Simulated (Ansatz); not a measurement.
**Ligand exchange: how K changes with temperature for SiH2Cl2 + SiH3Cl ⇌ SiH2(SiH3)Cl + Cl2**

Species: SiH2Cl2 (dichlorosilane (DCS)) `Cl[SiH2]Cl`, singlet; SiH3Cl (chlorosilane) `[SiH3]Cl`, singlet; SiH2(SiH3)Cl, singlet; Cl2 (chlorine), singlet. The partners trade Cl for SiH3: Si–Cl and Cl–SiH3 bonds give way to Si–SiH3 and Cl–Cl.

The electronic reaction energy at CCSD(T)/CBS estimate is +362.8 kJ/mol. Shapes: PBE0-D4/def2-TZVP. Programs: Ansatz 0.2.0. Enthalpy and entropy come from rigid-rotor, harmonic-oscillator sums on unscaled PBE0-D4/def2-TZVP wavenumbers, ideal gases at 1 bar. Symmetry numbers: SiH2Cl2 2, SiH3Cl 3, SiH2(SiH3)Cl 1, Cl2 2. R = 8.3145 J/(mol K).

```
T (K)  ΔH (kJ/mol)  ΔS (J/(mol K))
  700       +362.9           +15.7
 1000       +364.8           +18.0
 1300            ?               ?
```

Question: Work out ln K at 700 and 1000 K, and from these estimate it at 1300 K.

Answer: 
1. 700 K: ΔG = +362.9 − 700 × (+15.7)/1000 = +351.9 kJ/mol; ln K = −ΔG/RT = -60.46.
2. 1000 K: ΔG = +364.8 − 1000 × (+18.0)/1000 = +346.8 kJ/mol; ln K = −ΔG/RT = -41.71.
3. Slope against 1000/T: (-41.71 − (-60.46))/(1.0000 − 1.4286) = -43.75, that is −ΔH/R with ΔH near +364 kJ/mol.
4. 1300 K: ln K = -60.46 + (-43.75) × (0.7692 − 1.4286) = -31.61.

The full sums give ΔH = +366.4 kJ/mol, ΔS = +19.4 J/(mol K), ΔG = +341.2 kJ/mol and ln K = -31.57 at 1300 K, so the line is off by -0.04 in ln K; without rounding the miss is -0.05, from the change of ΔH with temperature. The reactants are favoured over this whole range. An error of 10 kJ/mol in the energy moves ln K by 0.9 at 1300 K. Soft modes are treated as harmonic, which can err either way at these temperatures; the lowest are those of SiH2Cl2 (186 cm⁻¹), SiH2(SiH3)Cl (103 cm⁻¹). The CBS estimate extrapolates MP2 from def2-TZVPP and def2-QZVPP and adds CCSD(T) − MP2 in the triple-zeta set, cores frozen.

The exchange is strongly uphill because it gives up two strong, polar Si–Cl bonds for two much weaker homonuclear ones. Si–Si and Cl–Cl lack the ionic contribution that the electronegativity difference lends to Si–Cl, and Cl–Cl is weakened further by repulsion between lone pairs. Entropy offers little compensation, since two gas molecules become two others. Much of the small gain is simply the lower combined symmetry number of the products. The rise of ln K from -60.46 at 700 K to -41.71 at 1000 K therefore mainly reflects the large endothermicity, not a strong entropic drive. The slight growth of ΔH fits the exchange of one rotational degree of freedom for a vibration, as linear Cl2 forms, and explains why the van 't Hoff line is nearly but not exactly straight. The preference for the reactants is far too large for any plausible energy error to reverse. It doesn't establish that the chlorosilanes persist when heated, because other routes, such as loss of HCl or H2 to give silylenes, lie outside this equilibrium.
